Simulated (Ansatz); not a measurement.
Co: the change of energy above lowest point with volume scale

Free energy against uniform scaling of the volume at fixed shape and fractions; periodic cell, basis, potentials, k mesh and filling as listed. The results are calculated, by Ansatz 0.2.0.

The cell before it is scaled or strained (space group P6_3/mmc, No. 194):
```
CELL_PARAMETERS angstrom
2.50740 0.00000 0.00000
-1.25370 2.17150 0.00000
0.00000 0.00000 4.06990
ATOMIC_POSITIONS crystal
Co 0.33333 0.66667 0.25000
Co 0.66667 0.33333 0.75000
```

Settings of every row: functional revPBE; dispersion none; potentials PAW; wave cutoff 630 eV; density cutoff 2520 eV; k mesh 13x13x7; k shift 0x0x0; occupations fermi dirac; smearing width 0.3 eV; spin collinear; xc grid level 3.

Limits: coarse k mesh, up to 40 meV an atom off; state may not be the lowest; wide smearing.

| row | volume scale | V (Å³/atom) | energy above lowest point (meV/atom) |
| --- | --- | --- | --- |
| 1 | 0.9 | 9.972 | 85.4 |
| 2 | 0.925 | 10.249 | 47.6 |
| 3 | 0.95 | 10.526 | ? |
| 4 | 0.975 | 10.803 | 6.4 |
| 5 | 1 | 11.08 | 0 |
| 6 | 1.025 | 11.357 | 1.5 |
| 7 | 1.05 | 11.634 | 9.9 |
| 8 | 1.075 | 11.911 | 24.2 |
| 9 | 1.1 | 12.188 | 43.7 |

Question: what energy above lowest point should row 3 give?

Worked fit of energy above lowest point. Take u = (V_r/V)^(2/3) − 1 with V_r = 11.218 Å³ an atom, which is twice the finite (Eulerian) strain; such expansions in the strain, on which the Birch-Murnaghan equation of state is built, carry the rest volume and the bulk modulus. The shown rows have u = 0.08166, 0.06208, 0.02545, 0.00829, -0.00818, -0.02398, -0.03917, -0.05379. Least squares give energy above lowest point = −0.15 − 93.3 × u + 13641 × u² + 4041 × u³ meV/atom; a parabola predicts inner rows, each left out in turn, worse (root mean square 0.29 against 0.028 meV/atom). All shown rows lie on it to the printed digit. The withheld row has u = 0.04336, so the fit gives −0.15 − 93.3 × (0.04336) + 13641 × (0.04336)² + 4041 × (0.04336)³ = 21.8 meV/atom.

The calculation gave 21.8 meV/atom. The fit meets it to the printed digit.
